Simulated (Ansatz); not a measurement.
A series in volume scale on B

Results calculated with Ansatz 0.2.0, not measured. Plane-wave DFT, scalar-relativistic PAW made under PBE with cores redone for the functional, no dispersion; the given relaxed cell is scaled uniformly, energy at zero smearing counts from the unscaled cell, pressure at the given Fermi-Dirac smearing is positive in compression.

The cell before it is scaled or strained (space group Fm-3m, No. 225):
```
CELL_PARAMETERS angstrom
0.00000 1.42770 1.42770
1.42770 0.00000 1.42770
1.42770 1.42770 0.00000
ATOMIC_POSITIONS crystal
B 0.00000 0.00000 0.00000
```

Settings of every row: spin polarised no; functional r2SCAN; wave cutoff 500 eV; smearing width 0.1 eV; k mesh 21x21x21.

Atom starting moment: 0 on all atoms.

Limits: all rows lie far from zero pressure; the cell comes from a prototype or a list of computed structures and needn't be the stable phase.

| row | volume scale | V (Å³/atom) | pressure (GPa) | energy change per atom (meV) |
| --- | --- | --- | --- | --- |
| 1 | 0.88 | 5.122 | 45.67 | 90.1 |
| 2 | 0.92 | 5.355 | ? | ? |
| 3 | 0.96 | 5.587 | 12.47 | 8.8 |
| 4 | 1.04 | 6.053 | -10.18 | 7.57 |
| 5 | 1.08 | 6.286 | -18.63 | 28.67 |
| 6 | 1.12 | 6.519 | -25.59 | 60.93 |

Question: what pressure and energy change per atom should row 2 give?

Worked fit of pressure. Take u = (V_r/V)^(2/3) − 1 with V_r = 6.053 Å³ an atom, which is twice the finite (Eulerian) strain; such expansions in the strain, on which the Birch-Murnaghan equation of state is built, carry the rest volume and the bulk modulus. The shown rows have u = 0.11777, 0.05486, 0, -0.02487, -0.04824. Least squares give pressure = −10.229 + 363.068 × u + 945.97 × u² GPa; a straight line predicts inner rows, each left out in turn, worse (root mean square 3.2 against 0.11 GPa). The rows lie off it by 0.02, -0.07, 0.05, 0.04, -0.05 (root mean square 0.049 GPa). The pressure vanishes at u = 0.0264, or V = 5.821 Å³ an atom, and there the bulk modulus at fixed shape and fractions is B = −V dP/dV = (2/3)(1 + u) dP/du = 283 GPa. The withheld row has u = 0.08511, so the fit gives −10.229 + 363.068 × (0.08511) + 945.97 × (0.08511)² = 27.52 GPa.

The calculation gave 27.49 GPa. The fit lies 0.03 GPa (0.042 % of the column's range) above it; its largest miss of a shown row is 0.07 GPa.

Worked fit of energy change per atom. Take u = (V_r/V)^(2/3) − 1 with V_r = 6.053 Å³ an atom, which is twice the finite (Eulerian) strain; such expansions in the strain, on which the Birch-Murnaghan equation of state is built, carry the rest volume and the bulk modulus. The shown rows have u = 0.11777, 0.05486, 0, -0.02487, -0.04824. Least squares give energy change per atom = 7.687 − 577.885 × u + 10852.25 × u² meV; a straight line predicts inner rows, each left out in turn, worse (root mean square 36 against 0.26 meV). The rows lie off it by -0.05, 0.15, -0.12, -0.10, 0.11 (root mean square 0.11 meV). Its lowest point lies at u = 0.0266, or V = 5.819 Å³ an atom, and the curvature there gives the bulk modulus at fixed shape and fractions, B = (4/9)(1 + u)² E″(u)/V = 280 GPa. The withheld row has u = 0.08511, so the fit gives 7.687 − 577.885 × (0.08511) + 10852.25 × (0.08511)² = 37.11 meV.

The calculation gave 37.42 meV. The fit lies 0.31 meV (0.38 % of the column's range) below it; its largest miss of a shown row is 0.15 meV.
